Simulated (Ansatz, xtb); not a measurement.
# C3H10BPSi: which of two isomers lies lower

Structure I: `C=C(C)BP[SiH3]`, a singlet. Structure II: `BP[SiH2]CC=C`, a singlet. Both are isolated molecules in the gas phase, relaxed with PBE-D3(BJ)/def2-SVP, each in the lowest conformer that the search found.

Question: Estimate E(II) − E(I) at the level CCSD(T)/def2-SVP + ΔMP2/def2-TZVPP.

Answer: Calculated at CCSD(T)/def2-SVP + ΔMP2/def2-TZVPP: E(II) − E(I) = +5.7 kcal/mol, so structure I lies lower.

How the difference moves with the method:

```tsv
level	geometry	E(II) − E(I) (kcal/mol)	departure from the last row (kcal/mol)	job, with rough time for the two
GFN2-xTB	GFN2-xTB	+5.1	−0.7	optimisation, 0.41 s
HF/STO-3G	GFN2-xTB	+4.3	−1.4	single point, 0.3 s
r2SCAN-D4/def2-SVP	GFN2-xTB	+7.3	+1.6	single point, 3.2 s
PBE-D3(BJ)/def2-SVP	PBE-D3(BJ)/def2-SVP	+7.6	+1.9	optimisation, 43 s
HF/def2-SVP	PBE-D3(BJ)/def2-SVP	+6.0	+0.2	part of the CCSD(T) run
MP2/def2-SVP	PBE-D3(BJ)/def2-SVP	+7.4	+1.7	part of the CCSD(T) run
CCSD(T)/def2-SVP	PBE-D3(BJ)/def2-SVP	+7.3	+1.6	single point
CCSD(T)/def2-SVP + ΔMP2/def2-TZVPP	PBE-D3(BJ)/def2-SVP	+5.7		single point, 44 s
```

As drawn, II has 1 C–Si, 1 B–H in place of 1 C–B, 1 Si–H.

None of the levels shown reverses the order. The largest departure from CCSD(T)/def2-SVP + ΔMP2/def2-TZVPP is that of PBE-D3(BJ)/def2-SVP, 1.9 kcal/mol. The last row adds to CCSD(T) the change of the MP2 difference between the two basis sets, here −1.6 kcal/mol.

With thermal terms from frequencies at re-optimised GFN2-xTB minima (ideal gas, soft modes damped towards free rotors, one conformer each, 298.15 K, 1 atm): the zero-point term adds +0.1 kcal/mol; ΔH is +5.9 and ΔG +5.4 kcal/mol.

The correlated steps freeze 14 core orbitals. Programs: Ansatz 0.2.0, xtb 6.7.1; the last row on 4 threads of Arm Neoverse V2 on a shared host.

The isopropenylborane I lies below the allylsilane II by 5.7 kcal/mol, and the thermal terms barely alter this preference. A probable cause is the placement of the unsaturated group: in I the C=C π bond is attached directly to boron and can donate into its formally empty p orbital, whereas in II a CH2 group, silicon and phosphorus separate the two. The more substituted alkene in I should help as well. Phosphorus lone-pair donation competes for the same boron orbital and probably offsets part of the gain, since the BH2 end of II is the stronger acceptor. The energy difference also contains the exchange of B–C and Si–H for Si–C and B–H bonds, so it doesn't measure conjugation alone.

The closeness of HF/def2-SVP to the final value reflects cancellation: correlation raises the gap in the small basis, and basis enlargement lowers it again. Because unhindered phosphinoboranes tend to oligomerise through P–B bonds, the order of the monomers need not carry over to the bulk substances.
